**Question.** Model the conduction states of GaN$_x$As$_{1-x}$ by one orbital per anion site, with energies $\epsilon_A$ (N, fraction $x$) and $\epsilon_B=0$ (As), $\delta=\epsilon_A-\epsilon_B$, and a semielliptic band of half-width $W$. The reference case is $x=0.01$, $\delta=-3$ eV, $W=6$ eV (illustrative inputs). Predict the sign and size of the disorder shift $D$ of the lower band edge, measured from the virtual-crystal edge, when (a) $x\to0.02$, (b) $\delta\to-1$ eV, (c) $x\to0.99$, (d) $W\to5.4$ eV. (e) How does the damping respond when the electron energy rises from 25 to 100 meV?

**Result used.** With $\bar\epsilon=x\delta$ and $\xi_i=\epsilon_i-\bar\epsilon$, one has $\langle\xi\rangle=0$, $\langle\xi^2\rangle=x(1-x)\delta^2$, $\langle\xi^3\rangle=x(1-x)(1-2x)\delta^3$, so
$$\Sigma=\bar\epsilon+x(1-x)\delta^2F_0+x(1-x)(1-2x)\delta^3F_0^2+\dots,$$
where $F_0(z-\bar\epsilon)=\int\rho_0(E)\,dE/(z-\bar\epsilon-E)$ and $\rho_0$ is per site and spin. At the lower edge $F_0=-2/W$, hence
$$D_2=-\frac{2\delta^2}{W}x(1-x),\qquad \frac{D_3}{D_2}=-\frac{2\delta}{W}(1-2x).$$
The coherent potential approximation (CPA) sums all single-site orders. With local Green function $G$ and $y=z-W^2G/4$ it reads $G=x/(y-\delta)+(1-x)/y$. The edge (tail states ignored) is the lowest root of $dz/dy=0$,
$$1=\frac{W^2}{4}\left[\frac{x}{(y-\delta)^2}+\frac{1-x}{y^2}\right],\qquad D=y+\frac{W^2}{4}G(y)+W-x\delta .$$

**Reference case.** The compiled GaN gap is 3.44 eV (wurtzite, 300 K; Wing 2021). It stands in for the zincblende gap, typically about 0.2 eV smaller, which matters by 2 meV here. With a typical 1.42 eV for GaAs, linear interpolation raises the gap by 20.2 meV. Adding $D$, with no other bowing, gives $-9.5$ meV at second order and $-173$ meV in CPA. The inputs were chosen to reproduce the typical drop of about 0.17 eV and to put one N atom at the binding threshold $1-\delta F_0=0$, that is $\delta=-W/2$. There $D_3/D_2=0.98$, and truncation fails.

**Reasoning.**

(a) Second order gives a factor 1.98. At threshold, however, small $x$ gives $y-\delta\simeq-(W/2)(x/2)^{1/3}$ and $D\to-(3W/2)(x/2)^{2/3}$, so growth is sublinear.

(b) $D_2$ falls by 9. The higher orders, all negative in the dilute limit for $\delta<0$, shrink faster, so $|D|$ falls by far more.

(c) $D_2$ is symmetric under $x\to1-x$, but $D_3$ changes sign. Dilute As repels electrons, and the dilute series $D_2/(1-\delta' F_0)$ with $\delta'=+3$ eV gives about $D_2/2$.

(d) $D_2\propto1/W$ grows by 11 %. Now $|\delta|>W/2$, and one N binds a state at $\delta+W^2/4\delta=-5.43$ eV, 30 meV below the host edge, so the response is stronger.

**Calculation** (model values, meV).

| case | $D_2$ | $D_3$ | $D$ (CPA) |
|---|---|---|---|
| reference | $-29.7$ | $-29.1$ | $-193$ |
| (a) | $-58.8$ | $-56.4$ | $-281$ |
| (b) | $-3.3$ | $-1.1$ | $-4.9$ |
| (c) | $-29.7$ | $+29.1$ | $-15.0$ |
| (d) | $-33.0$ | $-35.9$ | $-274$ |

In (a) $|D|$ grows by 1.45, and the bowing $b=-D/[x(1-x)]$ drops from 19.5 to 14.3 eV, whereas second order holds it at 3 eV. In (b) $|D|$ falls by 40, in (d) it grows by 41 %. Case (c) concerns the conduction edge only: As in GaN attracts holes, and the valence-band lowering of the gap lies outside this one-band model.

**(e)** At second order $-\mathrm{Im}\,\Sigma(E+i0)=\pi x(1-x)\delta^2\rho_0$. The semielliptic form cannot represent the light $\Gamma$ valley, so take
$$\rho_0=\frac{a^3}{4}\,\frac{(2m^*)^{3/2}\sqrt{\varepsilon}}{4\pi^2\hbar^3},$$
with typical $a=5.65$ Å and $m^*=0.067\,m_e$. Since $\rho_0\propto\sqrt\varepsilon$, the second-order damping doubles, which is the answer far from threshold (small $|\delta|/W$). At 25 meV $\rho_0=4.2\times10^{-4}$ eV$^{-1}$ and $-\mathrm{Im}\,\Sigma=0.12$ meV; at 100 meV it is 0.24 meV. The third-order term is $2(1-2x)\delta\,\mathrm{Re}F_0=1.96$ times this for $\mathrm{Re}F_0\approx-2/W$, so the reference case needs the higher orders. The dilute-limit sum multiplies the second-order damping by $|1-\delta F_0|^{-2}$. For the semielliptic band at threshold $1-\delta F_0=\varepsilon/W-i\sqrt{1-(1-\varepsilon/W)^2}$, so $|1-\delta F_0|^2=2\varepsilon/W$. The factor falls from 120 to 30, the damping goes as $\sqrt\varepsilon/\varepsilon=\varepsilon^{-1/2}$, and it halves instead of doubling (328 to 164 meV with the semielliptic $\rho_0$ at $x=0.01$).

This dilute sum requires $\varepsilon\gg|D|$, that is $x\to0$ at fixed $\varepsilon$. At $x=0.01$ both energies are smaller than $|D|=193$ meV, and CPA, with $\Sigma=y-1/G$, cuts off the divergence. Its model values of $-\mathrm{Im}\,\Sigma$ are 113 and 116 meV for $\varepsilon$ counted from the virtual-crystal edge, nearly flat, and 47.5 and 88.7 meV counted from the CPA edge, a rise by 1.87. Typical electron mobilities near 1 % N, a few hundred cm$^2$/(V s), correspond to $\hbar e/2m^*\mu=29$ meV for 300 cm$^2$/(V s). By this typical value the model's second-order damping is roughly two orders of magnitude too small, and its CPA damping on the heavy semielliptic band up to a few times too large.